## Field gradients around an iodine defect in SnO2

When iodine takes the place of one oxygen in tin dioxide, the surrounding atoms feel both a changed charge and a distorted lattice. The electric field gradient at a nucleus records how unevenly charge is arranged around it, and so shows which atoms notice the defect. The question here is what gradient to expect at two distant oxygens and at the most distant tin, given the sites closer in.

Ansatz 0.2.0, plane waves, PBE, default PAW datasets, scalar-relativistic; cutoff 420 eV; no spin polarisation, atoms relaxed in a cell of fixed size. Host SnO2, O replaced by I, charge +1, supercell of 36 atoms, mesh 3x3x2. Vzz: largest principal field gradient. Asymmetry: (Vxx - Vyy)/Vzz.

| atom | like atoms | distance from the defect (Å) | Vzz (1e21 V/m^2) | asymmetry |
| --- | --- | --- | --- | --- |
| I13 | 1 | 0.13 | -49.07 | 0.66 |
| O25 | 1 | 2.34 | -10.30 | 0.44 |
| Sn7 | 2 | 2.49 | -10.96 | 0.65 |
| Sn1 | 1 | 2.52 | -22.36 | 0.49 |
| O19 | 4 | 2.97 | -11.11 | 0.35 |
| O14 | 2 | 3.12 | -10.37 | 0.48 |
| O22 | 4 | 3.14 | -9.34 | 0.14 |
| O28 | 1 | 3.44 | -10.79 | 0.31 |
| Sn4 | 1 | 3.59 | 7.67 | 0.42 |
| Sn2 | 2 | 3.77 | -6.23 | 0.52 |
| Sn10 | 2 | 4.28 | -6.19 | 0.65 |
| O26 | 2 | 4.40 | -10.58 | 0.31 |
| O29 | 2 | 4.63 | -10.45 | 0.18 |
| O16 | 1 | 4.73 | -10.36 | 0.17 |
| Sn5 | 2 | 4.82 | 4.87 | 0.85 |
| Sn8 | 1 | 4.92 | 4.41 | 0.81 |
| O23 | 2 | 5.28 | -10.55 | 0.12 |
| O20 | 2 | 5.34 | ? | ? |
| O17 | 2 | 5.75 | ? | ? |
| Sn11 | 1 | 6.16 | ? | ? |

Vzz is the component of the gradient that is largest in size, and the asymmetry tells how unequal the other two are. Gradients below are in units of $10^{21}$ V/m². Distances are measured from the defect site, and the iodine itself has settled 0.13 Å from it. The tins next to iodine are about 2.5 Å from the site, clearly farther than an ordinary Sn–O bond.

### Two elements, two responses

The known oxygens resemble one another: Vzz is negative at each of them and stays between about −9 and −11, with no steady trend in distance. The tins differ widely. Those bonded to iodine have the strongest gradients of all the known tins, and among the farther ones even the sign changes.

A limiting case helps to explain the contrast. An atom in perfectly octahedral surroundings has no field gradient, because the contributions from the different directions cancel. Tin in SnO2 has six oxygen neighbours in a slightly distorted octahedron, so its gradient is what remains after an incomplete cancellation. Such a remainder is easily altered by a small shift of neighbours or charge.

Oxygen is far from that limit. It is bonded to three tins lying nearly in a plane, and its p orbital perpendicular to the plane takes less part in the bonding and stays fuller. Charge close to the nucleus counts most, since its contribution scales as $1/r^3$, where $r$ is here the distance from that nucleus. The uneven p shell therefore gives oxygen a large gradient of its own, and extra electrons along an axis make the component along it negative, as found. This is an argument from bonding; the calculation lists neither orbital occupations nor the directions of the axes.

The tins next to iodine show what happens when the bonding itself changes. Each has exchanged an oxygen neighbour for a much larger iodine, which spoils the cancellation. Sn1 nevertheless has twice the Vzz of Sn7 at almost the same distance from the defect site. A lone pair on Sn1 isn't the expected cause: an iodide ion in place of an oxide ion already accounts for the charge of +1, which leaves no spare electrons on tin. Uneven bonds are more likely, and the cell shows where they come from. By symmetry the iodine, Sn1 and O25 lie on one line, along which the iodine repeats every 6.701 Å. Sn1 and O25 sit between two iodines, so only 6.701 − 2.52 − 2.34 = 1.841 Å is left between them. Sn1 thus has a long bond to iodine and, opposite it, an unusually short one to oxygen. In a larger cell the two atoms would have more room, so part of this strong gradient may be due to the small cell.

### Why the sign of Vzz can mislead

The three components of the gradient add up to zero. When the asymmetry is near 1, two of them are almost equal in size and opposite in sign, and a slight change decides which one is called Vzz. At Sn10 the two largest components are −6.2 and +5.1; at Sn5 they are +4.9 and −4.5. Vzz has opposite signs at the two atoms, yet both have one large negative and one large positive component.

A measure without this jump is the strength

$$S=|V_{zz}|\sqrt{1+\eta^2/3},$$

where $\eta$ is the asymmetry. It is proportional to the overall size of the gradient, whichever component happens to be largest.

### From the known sites to a forecast

Far from the defect, the strength should approach the value of the undisturbed host, which isn't zero. The disturbance on top of it should fade. Both the gradient of a point charge and the elastic strain around a small defect fall as $1/r^3$, with $r$ now the distance from the defect. The simplest model is therefore a constant for oxygen, and a constant plus a $1/r^3$ term for tins not bonded to iodine. It was fitted to the nine known oxygen rows and the five known farther tin rows.

A bare unit charge at the distance of Sn4 would give a gradient of only 0.06, while the strengths of the farther known tins differ by up to 3. The direct field of the charge is therefore far too weak to cause these differences. More likely, the electrons and bonds of the tin atom itself respond to charge and strain and amplify them. The fitted $1/r^3$ term is about 60 times that of the bare charge, but this ratio depends on the model. The fit can't tell charge from strain, because both have the same dependence on distance.

For Sn11, which was not part of the fit, the estimate is

$$S = 3.70+\frac{181.9}{6.16^3}=3.70+0.78=4.48.$$

The forecasts, with ranges judged from the scatter of the known rows, are:

- **O20 and O17:** strength 10.6 ± 0.6 each, Vzz negative, asymmetry below 0.3.
- **Sn11:** strength 4.5 ± 1.0, asymmetry above 0.6. The sign is uncertain, with positive slightly favoured because the two farthest known tins are positive.

The oxygen range is narrower than the full scatter: O19 and O22, both near the defect, lie outside it. It relies on the oxygens beyond 4 Å, which are more alike. The tin range rests on only five rows and on a model that counts a single iodine and adds strengths, whereas real gradients add with their directions.

### The computed values

The withheld rows as computed:

| atom | like atoms | distance from the defect (Å) | Vzz (1e21 V/m^2) | asymmetry |
| --- | --- | --- | --- | --- |
| O20 | 2 | 5.34 | -10.83 | 0.17 |
| O17 | 2 | 5.75 | -10.57 | 0.22 |
| Sn11 | 1 | 6.16 | 5.14 | 0.85 |

Both oxygens fall within their ranges, with strengths of 10.9 and 10.7, and their signs and asymmetries are as forecast. This agrees with the picture of a gradient set by the atom's own bonding. The remaining differences of a few tenths deserve no explanation, because the gap is small and the values still depend on the k mesh.

Sn11 is a miss in strength. The computed value is 5.7, just above the upper end of the range at 5.5. The asymmetry and the favoured positive sign came out right, but the sign is weak evidence: the second component is −4.8 against a Vzz of +5.1, so a small change could reverse it.

The simple average of the five known farther tins, 6.3, would have come closer than the decay model. On those five tins themselves the decay model does better, with a typical miss of 0.4 against 1.0, though it also has one more adjustable constant. The general weakening between Sn4 and Sn8 is thus real in the table, but continuing it outwards went too far. Sn11 is stronger than both Sn5 and Sn8, which are closer to the iodine.

A likely reason is the small supercell, which repeats the iodine in every direction. From the crystal structure and the size of the cell, Sn4, Sn10, Sn5 and Sn8 each lie equally near two iodines, and Sn11 lies equally near four. If each disturbance fades as $1/r^3$, four iodines at 6.16 Å count for about as much as two at 4.9 Å. The most distant tin need not be the least disturbed one, and a strength close to those of Sn5 and Sn8 is then no surprise.

This count is only a guide, because the disturbance can oppose the host's gradient as well as reinforce it, depending on direction. Nor did any undisturbed tin fix the constant that the model uses for the host. The host's own strength may lie nearer to that of Sn11, with Sn5 and Sn8 weakened by the defect. A larger supercell would help to decide. The cell also kept its size although the computed pressure is about 22 GPa, so even the far sites are probably squeezed. The uniform background of the charged cell and the missing spin-orbit coupling add further uncertainty to all the values. A calculation of perfect SnO2 at the same settings would supply the missing host value and show whether Sn11 has already reached it.

For another site in this cell, the first thing to ask is therefore where its gradient comes from. If its own bonding makes the gradient large, a defect that leaves those bonds intact should change it by only a small fraction. If the gradient is the remainder of a near-cancellation, the local surroundings matter, and distance alone is a rough guide. The printed analysis below gives the fit and its misses; the one for iodine has no meaning, as the model has no term for it.

Numerical output:

```
fit of strength on 14 rows (ox | far): coefficient of isox 10.59 +/- 0.18, coefficient of issn 3.701 +/- 0.69, coefficient of issn / r**3 181.9 +/- 46; rms 0.477, worst O22 1.22, leave-one-out rms 0.607
  rows outside the fit (model, value, miss): I13 0, 52.51, -52.5; Sn7 15.48, 11.71, 3.78; Sn1 15.07, 23.24, -8.17; O20 10.59, 10.88, -0.294; O17 10.59, 10.65, -0.0667; Sn11 4.479, 5.726, -1.25
Rms miss of the decay model on the five known farther tins (1e21 V/m^2): 0.4254
Rival forecast for Sn11, constant strength of farther tins (1e21 V/m^2): 6.26
Rms miss of the constant on the same five tins (1e21 V/m^2): 1.047
Miss of the constant at Sn11, prediction less computed (1e21 V/m^2): 0.5348
Lowest strength of the known oxygens (1e21 V/m^2): 9.37
Highest strength of the known oxygens (1e21 V/m^2): 11.33
Strength at Sn1 (1e21 V/m^2): 23.24
Strength at Sn7 (1e21 V/m^2): 11.71
Second component at Sn10, where Vzz is negative (1e21 V/m^2): 5.107
Second component at Sn5, where Vzz is positive (1e21 V/m^2): -4.505
Second component at Sn11 (1e21 V/m^2): -4.755
Gradient of a bare unit charge at the distance of Sn4 (1e21 V/m^2): 0.06224
Fitted tin slope over that of a bare unit charge (ratio): 63.16
Computed Vzz at O20 (1e21 V/m^2): -10.83
Computed Vzz at O17 (1e21 V/m^2): -10.57
Computed Vzz at Sn11 (1e21 V/m^2): 5.14
Computed asymmetry at O20: 0.17
Computed asymmetry at O17: 0.22
Computed asymmetry at Sn11: 0.85
```
